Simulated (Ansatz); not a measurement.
## AlCu4: do energies and stresses tell the same story?

Theory: DFT PBEsol, scalar-relativistic, plane waves, PAW in Ansatz.

Plane waves to 420 eV, a k mesh through Γ of 6×6×6 on the computed 20-atom cell and Gaussian smearing (0.10 eV); no spin polarisation.

Relaxed cell: P2_13, a = 6.225 Å, b = 6.225 Å, c = 6.225 Å, α = 90.00°, β = 90.00°, γ = 90.00°, 20 atoms in the primitive cell. Whether it is the stable form of this composition wasn't checked.

Energies at zero smearing and pressures from the stress tensor, at volumes with shape and atoms relaxed:
```json
{"V (Å³/atom)": "10.612", "E − E(first) (meV/atom)": "0.00", "P (GPa)": "25.55"}
{"V (Å³/atom)": "10.974", "E − E(first) (meV/atom)": "-48.22", "P (GPa)": "17.43"}
{"V (Å³/atom)": "11.336", "E − E(first) (meV/atom)": "-79.60", "P (GPa)": "10.59"}
{"V (Å³/atom)": "11.697", "E − E(first) (meV/atom)": "-96.80", "P (GPa)": "4.85"}
{"V (Å³/atom)": "12.059", "E − E(first) (meV/atom)": "-102.10", "P (GPa)": "0.00"}
{"V (Å³/atom)": "12.421", "E − E(first) (meV/atom)": "-97.35", "P (GPa)": "-4.07"}
{"V (Å³/atom)": "12.783", "E − E(first) (meV/atom)": "-84.17", "P (GPa)": "-7.49"}
{"V (Å³/atom)": "13.265", "E − E(first) (meV/atom)": "-55.75", "P (GPa)": "-11.23"}
```

Task: Check P = −dE/dV between neighbouring volumes, and get the bulk modulus from the pressures alone.

Result: With 1 eV/Å³ = 160.2 GPa:
```
middle V (Å³/atom)  −ΔE/ΔV (GPa) mean P (GPa)
            10.793        21.355        21.489
            11.155        13.897        14.008
            11.517         7.618         7.718
            11.878         2.347         2.426
            12.240        -2.105        -2.035
            12.602        -5.834        -5.784
            13.024        -9.440        -9.360
```

The two differ by 0.13 GPa at most. The mean of two end pressures misses the average over a step by about ΔV² P″/12, up to 0.12 GPa here; with that taken off 0.02 GPa remains. Around V = 12.059 Å³/atom, the two neighbours give B = −V ΔP/ΔV = 12.059 × 8.92 / 0.724 = 148.7 GPa, against B0 = 147.6 GPa from the Birch–Murnaghan fit of the energies.

Energies and stresses do tell the same story: the mean pressure lies above the energy slope in every interval, as expected for a pressure curve that is convex in volume. The gap narrows on expansion as the curve flattens, except in the last interval, where the volume step is wider. The small remainder suggests that neither Pulay stress nor a volume-dependent smearing contribution matters much here, unless the two partly cancel.

The curvature itself reflects the steeper rise of electronic kinetic energy and closed-shell repulsion between the copper d shells under compression, while the cohesive forces weaken on stretching. It cancels in the pressure difference between two equally spaced neighbours, so the 148.7 GPa, slightly above the fitted 147.6 GPa, probably owes its excess mostly to the next-order term, the change of that curvature with volume. A bulk modulus close to that of copper and far above that of aluminium is reasonable for a copper-rich alloy, whose d shells resist compression. Agreement between energy and stress establishes internal consistency, not the accuracy of the functional, which enters both alike.
